\section*{Radial core--shell nanowire junction and full-depletion condition}

\subsection*{Statement}

A long cylindrical wire has a p-type core of radius $r_0$ with acceptor density $N_A$ and an n-type shell of outer radius $R$ with donor density $N_D$. Both have the static permittivity $\varepsilon$. The elementary charge is $q>0$, equations are in SI form, and $x=N_A/N_D$. The junction drop $V=V_{bi}-V_a$ is the electrostatic potential of the neutral shell minus that of the neutral core, where $V_{bi}$ is the built-in potential and $V_a$ the applied bias, positive in the forward direction. In the depletion approximation the space charge fills the annulus $r_p<r<r_n$, whose edges obey
\begin{equation}
N_A(r_0^2-r_p^2)=N_D(r_n^2-r_0^2),
\label{neut}
\end{equation}
\begin{equation}
V=\frac{q}{2\varepsilon}\left[N_D r_n^2\ln\frac{r_n}{r_0}-N_A r_p^2\ln\frac{r_0}{r_p}\right].
\label{main}
\end{equation}
The small-signal capacitance per unit length is $C'=2\pi\varepsilon/\ln(r_n/r_p)$. The core is fully depleted, $r_p=0$, at
\begin{equation}
V_{fd}=\frac{q(N_A+N_D)r_0^2}{4\varepsilon}\ln\!\left(1+\frac{N_A}{N_D}\right),
\label{fd}
\end{equation}
provided that the shell holds the balancing charge,
\begin{equation}
N_D(R^2-r_0^2)\ge N_A r_0^2 .
\label{shell}
\end{equation}
For a heavily doped shell, $x\to0$, $V_{fd}$ tends to $V_0=qN_Ar_0^2/(4\varepsilon)$, one half of the drop that depletes a depth $r_0$ in a planar one-sided junction. For an n-type core in a p-type shell, $N_A$ and $N_D$ change places, the field reverses, and $V$ is core minus shell.

\subsection*{Premises}

\begin{enumerate}
\item The cross-section is circular and the wire is much longer than $R$, so the potential $\phi$ depends on $r$ alone.
\item The doping is uniform in each region, abrupt at $r_0$, and treated as a continuous charge. There is no sheet charge or dipole at $r_0$.
\item The charge density is $\rho=-qN_A$ for $r_p<r<r_0$, $\rho=+qN_D$ for $r_0<r<r_n$, and zero elsewhere.
\item The neutral core and the neutral part of the shell are equipotentials tied to their contacts. Currents are small enough for the majority-carrier quasi-Fermi levels to be flat there, so that a bias changes $V$ by $-V_a$.
\item The outer surface leaves a neutral layer outside $r_n$.
\end{enumerate}

\subsection*{Field and charge balance}

With $E=-d\phi/dr$ the radial field, Poisson's equation under premise 1 is
\begin{equation}
\frac1r\frac{d}{dr}(rE)=\frac{\rho}{\varepsilon},\qquad E(r)=\frac{1}{\varepsilon r}\int_0^r\rho(r')\,r'\,dr' .
\label{gauss}
\end{equation}
The integration constant vanishes because the axis carries no line charge. For $r<r_p$ the integrand is zero and $E=0$. In the depleted core the integral starts at $r_p$,
\begin{equation}
E=-\frac{qN_A}{2\varepsilon}\,\frac{r^2-r_p^2}{r},\qquad r_p\le r\le r_0 .
\label{Ep}
\end{equation}
In the shell, premise 4 requires $E(r_n)=0$, and integrating \eqref{gauss} inward from $r_n$ gives
\begin{equation}
E=-\frac{qN_D}{2\varepsilon}\,\frac{r_n^2-r^2}{r},\qquad r_0\le r\le r_n .
\label{En}
\end{equation}
Without sheet charge $\varepsilon E$ is continuous at $r_0$. Equating \eqref{Ep} and \eqref{En} there gives \eqref{neut}, which states that the two depleted annuli carry opposite charges of magnitude $Q'=\pi qN_A(r_0^2-r_p^2)$ per unit length. The field points toward the axis. In the core $(r^2-r_p^2)/r=r-r_p^2/r$ rises with $r$, in the shell $r_n^2/r-r$ falls, so the magnitude peaks at the interface, $E_m=Q'/(2\pi\varepsilon r_0)$.

\subsection*{Potential drop}

The drops follow from $\int(r-a^2/r)\,dr=r^2/2-a^2\ln r$. Across the core,
\begin{equation}
V_p=-\int_{r_p}^{r_0}E\,dr=\frac{qN_A}{2\varepsilon}\left[\frac{r_0^2-r_p^2}{2}-r_p^2\ln\frac{r_0}{r_p}\right],
\label{Vp}
\end{equation}
and across the shell,
\begin{equation}
V_n=-\int_{r_0}^{r_n}E\,dr=\frac{qN_D}{2\varepsilon}\left[r_n^2\ln\frac{r_n}{r_0}-\frac{r_n^2-r_0^2}{2}\right].
\label{Vn}
\end{equation}
In $V=V_p+V_n$ the terms without logarithms combine to $(q/4\varepsilon)[N_A(r_0^2-r_p^2)-N_D(r_n^2-r_0^2)]$, which vanishes by \eqref{neut}. What remains is \eqref{main}. The cancellation needs equal permittivities. For a core $\varepsilon_c$ and a shell $\varepsilon_s$, \eqref{neut} still holds and \eqref{Vp} and \eqref{Vn} are added, each with its own permittivity.

A second form holds for any radial charge that is neutral overall. Integrating \eqref{gauss} from the axis to a radius $b$ outside the charge and exchanging the order of integration gives $V=-\varepsilon^{-1}\int_0^b\rho\,r\ln(b/r)\,dr$. Since $\int\rho\,r\,dr=0$, the radius $b$ in the logarithm can be replaced by any length $a$,
\begin{equation}
V=\frac1\varepsilon\int\rho(r)\,r\ln\frac ra\,dr .
\label{moment}
\end{equation}
With $a=r_0$ and $\int r\ln(r/r_0)\,dr=(r^2/2)\ln(r/r_0)-r^2/4$ this reproduces \eqref{main}. It is used below for the mobile-carrier corrections.

\subsection*{Reduced form, uniqueness and capacitance}

Let $u=r_p^2/r_0^2$, $s=r_n^2/r_0^2$ and $v=V/V_0$. Equation \eqref{neut} becomes $s=1+x(1-u)$, and \eqref{main}, with $\ln(r_n/r_0)=\frac12\ln s$ and $\ln(r_0/r_p)=-\frac12\ln u$, becomes
\begin{equation}
v=\frac{s\ln s}{x}+u\ln u .
\label{red}
\end{equation}
Since $ds/du=-x$,
\begin{equation}
\frac{dv}{du}=-(\ln s+1)+(\ln u+1)=-\ln\frac su<0 .
\label{slope}
\end{equation}
Thus $v$ rises monotonically from zero at $u=1$ to its maximum at $u=0$, and each $V$ between $0$ and that maximum fixes one pair $(r_p,r_n)$. With $Q'=\pi qN_Ar_0^2(1-u)$,
\begin{equation}
C'=\frac{dQ'}{dV}=\frac{\pi qN_Ar_0^2}{V_0\ln(s/u)}=\frac{4\pi\varepsilon}{\ln(s/u)}=\frac{2\pi\varepsilon}{\ln(r_n/r_p)} .
\label{cap}
\end{equation}
This is a coaxial capacitor with its electrodes at the two edges, where the incremental charges appear. A plot of $1/C'^2$ against $V$ is therefore curved, and $C'$ falls to zero logarithmically as $r_p\to0$.

\subsection*{Full depletion}

As $u\to0$, $u\ln u\to0$ and $s\to1+x$, so
\begin{equation}
V_{fd}=V_0\,\frac{(1+x)\ln(1+x)}{x},\qquad r_n=r_0\sqrt{1+x}.
\label{fd2}
\end{equation}
Since $N_A(1+x)/x=N_A+N_D$, this is \eqref{fd}. The requirement $r_n\le R$ is \eqref{shell}. By \eqref{Vp} the core takes exactly $V_0$, the drop from rim to axis of a uniformly charged cylinder, and the shell takes $V_0[(1+x)\ln(1+x)-x]/x$. Expanding the logarithm,
\begin{equation}
V_{fd}=V_0\left(1+\frac x2-\frac{x^2}{6}+\dots\right),
\end{equation}
which gives the limit $V_0$ for a heavily doped shell. For $x\gg1$ the ratio $V_{fd}/V_0$ grows as $\ln x$. The field at full depletion is $E_m=qN_Ar_0/(2\varepsilon)=2V_0/r_0$ for any $x$.

Integrating \eqref{slope} from $u=0$ with $s\approx1+x$ gives the approach to threshold, $V_{fd}-V\approx V_0\,u\,[1+\ln((1+x)/u)]$. For $x\to0$, \eqref{red} reduces to $v=1-u+u\ln u$. Setting $t=\ln u-1\le-1$ turns this into $te^{t}=(v-1)/e$, so $u=\exp[1+W_{-1}((v-1)/e)]$, with $W_{-1}$ the lower real branch of the Lambert function.

A wire is fully depleted at zero bias when $V_{fd}\le V_{bi}$, that is for $r_0\le r_c$ with
\begin{equation}
r_c=\left[\frac{4\varepsilon V_{bi}}{q(N_A+N_D)\ln(1+x)}\right]^{1/2}.
\label{rc}
\end{equation}
For $V>V_{fd}$, \eqref{red} has no solution. All acceptors are exposed, the radial drop stays at $V_{fd}$, the axis ceases to be neutral, and under bias the excess falls along the axis near the core contact.

If \eqref{shell} fails, the shell depletes first, at $s=R^2/r_0^2$ and $u=1-(s-1)/x$, with the drop given by \eqref{red}. With a free, uncharged surface the radial drop saturates there. If a conductor wraps the shell it supplies the missing charge. Equation \eqref{gauss} then gives $-E=(q/2\varepsilon r)[N_A(r_0^2-r_p^2)-N_D(r^2-r_0^2)]$ in the whole shell, and the drop from $r_p$ to $R$ is
\begin{equation}
V=V_p+\frac{q}{2\varepsilon}\left\{N_A(r_0^2-r_p^2)\ln\frac R{r_0}-N_D\left[\frac{R^2-r_0^2}{2}-r_0^2\ln\frac R{r_0}\right]\right\}.
\end{equation}

\subsection*{Planar limit}

With $d=1-u$ small, $s\ln s/x=d+xd^2/2-x^2d^3/6+\dots$ and $u\ln u=-d+d^2/2+d^3/6+\dots$, so $v=(1+x)d^2/2+(1-x^2)d^3/6+\dots$. The widths $w_p=r_0-r_p$ and $w_n=r_n-r_0$ enter through $d=2w_p/r_0-w_p^2/r_0^2$ and $xd=2w_n/r_0+w_n^2/r_0^2$. Collecting terms to third order,
\begin{align}
V&=\frac{qN_A(1+x)w_p^2}{2\varepsilon}\left[1-\frac{(1+2x)\,w_p}{3r_0}+\dots\right]\label{pl}\\
&=\frac{qN_A(1+x)w_n^2}{2\varepsilon x^2}\left[1+\frac{(2+x)\,w_n}{3x\,r_0}+\dots\right].\nonumber
\end{align}
The prefactors are the planar abrupt-junction results. At a given $V$ the core depletes deeper and the shell less deep than in a planar junction, because an inner annulus of given width holds less charge than an outer one. The planar formula with $w_p=r_0$ gives $V_{pl}=2(1+x)V_0$, so $V_{pl}/V_{fd}=2x/\ln(1+x)\ge2$.

\subsection*{Built-in potential and mobile-carrier corrections}

In equilibrium the Fermi level $E_F$ is flat and the band edges follow $-q\phi$, so for a homojunction of gap $E_g$
\begin{equation}
qV_{bi}=E_g+k_BT\,\eta-k_BT\ln\frac{N_v}{N_A},\qquad N_cF_{1/2}(\eta)=N_D .
\label{vbi}
\end{equation}
Here $\eta=(E_F-E_c)/k_BT$ in the neutral shell, $F_j(\eta)=\Gamma(j+1)^{-1}\int_0^\infty z^j\,dz/(e^{z-\eta}+1)$, $N_{c,v}=2(m_{c,v}k_BT/2\pi\hbar^2)^{3/2}$, bands are parabolic, dopants fully ionised, and the core nondegenerate. Below, $V_T=k_BT/q$.

\emph{Smooth edges.} Real carrier densities change over a screening length, $L_D=(\varepsilon V_T/qN_A)^{1/2}$ in the core. Smoothing an edge at $r_e$ at fixed charge adds a neutral $\delta\rho$ near $r_e$. In \eqref{moment} with $a=r_e$, $r\ln(r/r_e)\approx r-r_e$, so the added drop is the planar dipole value, up to relative terms of order (screening length)$/r_e$. The planar value follows from multiplying $\varepsilon\phi''=-q(N_D-n)$ by $\phi'$ and integrating from the neutral region to a point where the band bending is $\psi$ and $n$ is negligible. With $n=N_cF_{1/2}$ and $dF_{3/2}/d\eta=F_{1/2}$,
\begin{equation}
\tfrac12\varepsilon E^2=qN_D\psi-k_BTN_cF_{3/2}(\eta).
\end{equation}
The abrupt edge gives $\frac12\varepsilon E^2=qN_D\psi$, so the same field, hence the same charge, needs the extra drop
\begin{equation}
\delta_n=V_T\,F_{3/2}(\eta)/F_{1/2}(\eta),
\label{dn}
\end{equation}
which is $V_T$ for a nondegenerate gas. The core edge likewise adds $\delta_p=V_T$ while $r_p\gg L_D$. Equations \eqref{neut} and \eqref{main} then hold with $V$ replaced by $V-\delta_n-\delta_p$.

\emph{Rounding of the threshold.} Let the hole density on the axis be $yN_A$ with $y\ll1$. To zeroth order \eqref{Ep} with $r_p=0$ gives $\phi(r)-\phi(0)=V_T\,r^2/4L_D^2$, so $p=yN_Ae^{-r^2/4L_D^2}$. In \eqref{moment} choose $a=r_n$, so that the compensating shift of the shell edge contributes only at second order. For $r_0\gg2L_D$ the upper limit goes to infinity, and $\int_0^\infty re^{-r^2/4L_D^2}\ln(r/r_n)\,dr=-L_D^2\Lambda$ with $\Lambda=\ln(r_n^2/4L_D^2)+\gamma$ and $\gamma$ Euler's constant. The drop from axis to shell is then $V_{fd}+\delta_n-y\Lambda V_T$. The axis lies $V_T\ln(1/y)$ above the potential of a neutral core with the same hole quasi-Fermi level, so
\begin{equation}
V-V_{fd}-\delta_n=V_T\left[\ln\frac1y-\Lambda y\right]
\label{round}
\end{equation}
to first order in $y$. Full depletion is therefore a crossover a few $V_T$ wide, beyond which the axial hole density falls exponentially.

\subsection*{Range of validity}

\begin{enumerate}
\item Equation \eqref{main} needs $V\gg\delta_n+\delta_p$, $r_p\gg L_D$ and $V\le V_{fd}$. Equation \eqref{fd} locates the crossover to within a few $V_T$, and \eqref{cap} fails once $r_p$ approaches $L_D$. Strong forward injection violates premises 3 and 4. Tunnelling and avalanche currents are absent from the model, so $E_m$ must stay below the breakdown field.
\item Surface states that bend the shell bands by $\psi_s$ deplete the shell from $R$ inward to $r_s$. The geometry is that of the core, so \eqref{Vp} applies with $N_D$, $R$, $r_s$ in place of $N_A$, $r_0$, $r_p$. Condition \eqref{shell} must then hold with $r_s$ in place of $R$.
\item The continuum charge needs many dopants across the dimension that controls the drop. The local statistics behind \eqref{dn} need a potential that varies slowly over the carrier wavelength, and behind \eqref{round} a level spacing $\hbar\omega\ll k_BT$ in the parabolic well, where $\omega^2=q^2N_A/(2\varepsilon m)$.
\item For a faceted core in a heavily doped shell, the centre potential grows with the domain by the maximum principle. For a regular hexagon it lies between the values for the inscribed and circumscribed circles, which differ by the factor $4/3$.
\item Within a distance of order $R$ from the ends and from the core contact the problem is two-dimensional.
\end{enumerate}

\subsection*{Illustration: InP wire with a 20 nm shell}

The wire is assumed to be zinc blende InP at 300 K. InP wires often grow wurtzite or with mixed stacking, to which the bulk data below do not directly apply. Assumed design inputs are $r_0=100$ nm, a shell of 20 nm ($R=120$ nm), $N_A=5\times10^{17}$ cm$^{-3}$ and $N_D=5\times10^{18}$ cm$^{-3}$, so $x=0.1$. Compiled values are the static dielectric constant 12.34 (300 K, Rakita 2019), the gap 1.35 eV (300 K, Wing 2021), and the electron mass $0.0795\,m_e$ with Luttinger parameters $\gamma_1=5.08$, $\gamma_2=1.6$, $\gamma_3=2.1$ (0 K, Vurgaftman 2001), the masses being used unchanged at 300 K. The thermal voltage is $V_T=25.85$ mV.

\emph{Threshold.} One finds $q/\varepsilon=1.466$ V\,nm, $V_0=1.833$ V and $(1+x)\ln(1+x)/x=1.048$, so $V_{fd}=1.92$ V, of which the shell takes 0.089 V. The outer edge is at $r_n=104.9$ nm and $E_m=0.037$ V/nm. The planar formula would give $V_{pl}=4.03$ V, larger by the factor 2.10. With $R^2-r_0^2=4400$ nm$^2$, condition \eqref{shell} requires $N_D\ge1.14\times10^{18}$ cm$^{-3}$ and is met.

\emph{Built-in potential.} The electron mass gives $N_c=5.625\times10^{17}$ cm$^{-3}$, $N_D/N_c=8.889$, $\eta=5.02$ and $E_F-E_c=0.130$ eV, so the shell is degenerate. In the spherical approximation $\bar\gamma=(2\gamma_2+3\gamma_3)/5=1.9$, and the masses $m_e/(\gamma_1\mp2\bar\gamma)$ are $0.781\,m_e$ for heavy and $0.113\,m_e$ for light holes. Adding their $3/2$ powers, with the split-off band left out, gives $N_v=1.83\times10^{19}$ cm$^{-3}$ and $k_BT\ln(N_v/N_A)=0.093$ eV. Equation \eqref{vbi} yields $V_{bi}=1.39$ V. Three omitted effects lower this. A dispersion $E(1+\alpha E)=\hbar^2k^2/2m$ with an assumed $\alpha=0.6$ eV$^{-1}$ lowers an energy of 0.130 eV by 0.009 eV. An assumed acceptor binding energy of 0.04 eV with degeneracy 4 leaves the fraction 0.73 ionised in the neutral core, a shift of 0.008 eV. Gap narrowing at these densities is typically a few tens of meV. A factor of two in $N_v$ is worth 0.018 eV in either direction. An uncertainty near 0.05 V is assumed for $V_{bi}$ on these grounds.

\emph{Zero bias.} Solving \eqref{red} with $V=1.39$ V, $v=0.758$, gives $u=0.080$, $r_p=28$ nm and $r_n=104.5$ nm. The widths are $w_p=72$ nm and $w_n=4.5$ nm, against 59 nm and 5.9 nm from the planar prefactors of \eqref{pl}. Equation \eqref{cap} gives $C'=0.53$ fF/$\mu$m. From \eqref{slope}, $|dV/dr_p|=(q/\varepsilon)N_Ar_p\ln(r_n/r_p)=0.027$ V/nm, so 0.05 V moves $r_p$ by about 2 nm.

\emph{Corrections.} The core has $L_D=5.9$ nm. In the shell $F_{3/2}/F_{1/2}=2.37$ and $\delta_n=0.061$ V, comparable with the shell drop of 0.089 V itself. With $\delta_p=0.026$ V the effective drop at zero bias is 1.30 V and $r_p$ rises to 32 nm, where $L_D/r_p$ is about 0.2. At full depletion the bending in the shell puts $E_c(r_0)$ only about 0.02 eV above the electron Fermi level, so electrons spill into the core with $n<N_c$ over $\lambda=V_T/E_m=0.7$ nm. Their dipole adds less than $qN_c\lambda^2/\varepsilon=0.4$ mV, which is negligible. The Fermi wavelength $2\pi/(3\pi^2N_D)^{1/3}=12$ nm and the donor spacing $N_D^{-1/3}=5.8$ nm both exceed the depleted shell width of 4.9 nm, so $\delta_n$ indicates a size only. The core is better described, with an acceptor spacing of 12.6 nm against $r_0=100$ nm and $\hbar\omega=6$ meV for heavy and 16 meV for light holes. With $\Lambda=4.9$, \eqref{round} places $y=0.1$ at 0.047 V and $y=0.01$ at 0.118 V beyond $V_{fd}+\delta_n$.

\emph{Surface.} For a bare surface with the Fermi level pinned at an assumed 0.4 eV below $E_c$, $\psi_s=0.53$ V. Equation \eqref{Vp} adapted to the surface gives $r_s=107.8$ nm, a depleted skin of 12 nm. At full depletion of the core about 3 nm of shell remains nominally neutral, less than the donor spacing and the Fermi wavelength. Premise 5 is then marginal, and the 20 nm shell acts as an electrode only if the surface charge is small, the doping higher, or a conductor wraps the wire.

\emph{Outcome.} In the model, with a neutral outer layer, the core is fully depleted at a reverse bias $V_{fd}-V_{bi}\approx0.5$ V, or 0.6 V when $\delta_n$ is included. The critical radius \eqref{rc} at these dopings is 85 nm, or 83 nm with $V_{bi}-\delta_n$. These numbers belong to the model and its assumed dopings and radius. The reverse bias is a difference of two larger drops, and since $N_A\,\partial V_{fd}/\partial N_A=V_0[1+\ln(1+x)]$, a change of 10 per cent in $N_A$ moves it by 0.2 V.